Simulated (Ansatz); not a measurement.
How basis sets differ on C2H3BFNO (SMILES FC/N=C1/BO1)

C2H3BFNO: 9 atoms, total charge 0, spin state singlet. As SMILES, `FC/N=C1/BO1`. Geometry: relaxed at PBE0-D4/def2-TZVP. This is one conformer, not always the lowest.

```xyz
9

F    -1.1028   -1.5364    0.3206
C    -0.2382   -0.9699    1.2306
N     0.4779    0.1553    0.7613
C     0.4002    0.6631   -0.3599
B     0.4734    1.4289   -1.6183
O    -0.3713    0.3721   -1.5694
H    -0.8251   -0.6659    2.1031
H     0.4826   -1.7380    1.5280
H     0.7919    2.2445   -2.4130
```

Quantity: the dipole moment, in D. The values are calculated.

```csv
level,kind,program,value (D)
HF/STO-3G,Hartree–Fock,Ansatz,0.69
HF/3-21G,Hartree–Fock,Ansatz,1.94
HF/def2-SVP,Hartree–Fock,Ansatz,1.90
HF/pc-1 (sfX2C),Hartree–Fock,Ansatz,2.04
```

The values span 0.69 to 2.04 D. Magnitudes only: a small dipole may point the other way at some levels. Sets without polarisation functions give poor dipoles.

The main break lies between the minimal basis and the rest: HF/STO-3G gives 0.69 D, whereas the three split-valence sets fall between 1.90 and 2.04 D. With a single function per valence orbital, the density can't contract or expand to suit each atom's charge, so charge separation in polar bonds such as C–F and B–O is poorly described. The total dipole is a vector sum of these bond contributions and the N and O lone pairs, so modest errors in the individual terms can change it greatly.

The 3-21G value of 1.94 D lies between those of the two polarised sets, but this probably reflects cancellation of errors rather than an adequate description of the density. Scalar relativity should matter little for such light atoms, so the small difference between def2-SVP and pc-1 most likely comes from the basis functions themselves. Their closeness doesn't establish the Hartree–Fock basis-set limit, which would need larger sets with diffuse functions.
